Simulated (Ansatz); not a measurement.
## Li2H: the change of phonon heat capacity and phonon entropy with temperature

Harmonic vibrational free energy, entropy and heat capacity at constant volume, per atom, from the force constants of a q mesh, imaginary modes left out; plane waves with PAW datasets, Gamma-centred k mesh. The results are calculated, by Ansatz 0.2.0.

Structure of every row (space group P-3m1, No. 164):
```
CELL_PARAMETERS angstrom
2.84060 0.00000 0.00000
-1.42030 2.46010 0.00000
0.00000 0.00000 4.98490
ATOMIC_POSITIONS crystal
Li 0.33333 0.66667 0.26502
Li 0.66667 0.33333 0.73498
H 0.00000 0.00000 0.50000
```

Settings of every row: functional PBE; dispersion none; spin none; wave cutoff 420 eV; k mesh 18x18x10; occupations fermi dirac; smearing width 0.15 eV; pressure 0 GPa; phonon method linear response; q mesh 3x3x2.

Limits: coarse q mesh; levels loosely converged; metal sensitive to the k mesh; the cell comes from a prototype or a list of computed structures and needn't be the stable phase.

```csv
row,temperature (K),phonon heat capacity (kB/atom),phonon entropy (kB/atom),phonon free energy (meV/atom)
1,200,1.548,1.034,76.9
2,300,2.064,1.768,64.8
3,400,2.371,2.408,46.7
4,500,2.557,2.958,23.6
5,600,2.674,3.436,-4
6,700,2.752,3.854,-35.5
7,800,?,?,?
8,900,2.844,4.558,-108.2
9,1000,2.872,4.859,-148.8
```

Question: what phonon heat capacity and phonon entropy should row 7 give?

Worked fit of phonon heat capacity. At high temperature a harmonic heat capacity falls short of its limit by a term in 1/T², so take t = (100 K / T)². The shown rows have t = 0.25, 0.11111, 0.0625, 0.04, 0.02778, 0.02041, 0.01235, 0.01. Least squares give phonon heat capacity = 2.9572 − 10.3155 × t + 18.758 × t² kB/atom; a straight line predicts inner rows, each left out in turn, worse (root mean square 0.11 against 0.028 kB/atom). The rows lie off it by -0.003, 0.021, -0.015, -0.018, -0.011, -0.002, 0.011, 0.016 (root mean square 0.014 kB/atom), a smooth pattern that one more power would take up: the form is only approximate. The constant, 2.9572 kB/atom, is to be held against the harmonic limit of 3 k_B an atom. The withheld row has t = 0.01562, so the fit gives 2.9572 − 10.3155 × (0.01562) + 18.758 × (0.01562)² = 2.801 kB/atom.

The calculation gave 2.806 kB/atom. The fit lies 0.005 kB/atom (0.38 % of the column's range) below it; its largest miss of a shown row is 0.021 kB/atom.

Worked fit of phonon entropy. Entropy rises as the heat capacity times the change of ln T, so take t = ln(T / 300 K). The shown rows have t = -0.4055, 0, 0.2877, 0.5108, 0.6931, 0.8473, 1.0986, 1.204. Least squares give phonon entropy = 1.7911 + 2.06703 × t + 0.41037 × t² kB/atom; a straight line predicts inner rows, each left out in turn, worse (root mean square 0.099 against 0.019 kB/atom). The rows lie off it by 0.014, -0.023, -0.012, 0.004, 0.015, 0.017, 0.001, -0.016 (root mean square 0.014 kB/atom), a smooth pattern that one more power would take up: the form is only approximate. The slope at t = 0, 2.07 kB/atom, estimates the heat capacity at 300 K. The withheld row has t = 0.9808, so the fit gives 1.7911 + 2.06703 × (0.9808) + 0.41037 × (0.9808)² = 4.213 kB/atom.

The calculation gave 4.225 kB/atom. The fit lies 0.012 kB/atom (0.31 % of the column's range) below it; its largest miss of a shown row is 0.023 kB/atom.

The other values of row 7: phonon free energy -70.3 meV/atom.
